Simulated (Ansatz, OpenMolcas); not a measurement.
**How methods differ on SiH4O4 (SMILES O[Si](O)(O)O)**

SiH4O4 has 9 atoms, charge 0, and is taken as a singlet. SMILES: `O[Si](O)(O)O`. Geometry: relaxed at PBE0-D4/def2-TZVP. This is one conformer, not always the lowest.

Quantity: the HOMO–LUMO gap, in eV. The values are calculated.

| level | kind | program | value (eV) | CPU time |
| --- | --- | --- | --- | --- |
| HF/def2-SVP | Hartree–Fock | OpenMolcas | 17.86 | 8.1 s |
| SVWN5/def2-SVP | LDA | Ansatz | 7.10 | 2.3 s |
| PBE/def2-SVP | GGA | Ansatz | 7.07 | 3.4 s |
| M06-L/def2-SVP | meta-GGA | OpenMolcas | 8.28 | 36 s |
| B3LYP/def2-SVP | global hybrid | OpenMolcas | 9.16 | 31 s |
| HSE06/def2-SVP | range-separated hybrid | Ansatz | 9.13 | 4.6 s |
| wB97M-V/def2-SVP | range-separated hybrid | Ansatz | 14.03 | 31 s |
| B2PLYP/def2-SVP | double hybrid | OpenMolcas | 12.72 | 20 s |

The values span 7.07 to 17.86 eV. Orbital gaps aren't excitation energies, and those of double hybrids come from the SCF part alone; they tend to grow with the share of exact exchange. CPU times are rough (shared hosts, several kinds of processor): they show what a rung costs within a factor of a few.

The two local and semilocal functionals, SVWN5 and PBE, give nearly the same gap, so adding density gradients changes little here. M06-L lies more than an electronvolt higher without any exact exchange, which means that exchange admixture isn't the only thing that widens the gap. The label "hybrid" also says little by itself: HSE06 at 9.13 eV almost matches B3LYP, whereas wB97M-V, also range-separated, reaches 14.03 eV. This probably reflects where exact exchange acts, since HSE06 screens it at long range and wB97M-V retains it there in full, lowering the occupied levels relative to the empty ones.

A wide gap is chemically reasonable for orthosilicic acid. Its highest occupied orbitals should be mainly oxygen lone pairs, while the empty valence orbitals are antibonding Si–O and O–H combinations, with no low-lying π* level available. The small basis lacks diffuse functions and can't describe a weakly bound or unbound extra electron properly, so the larger gaps in particular shouldn't be read as converged fundamental gaps.
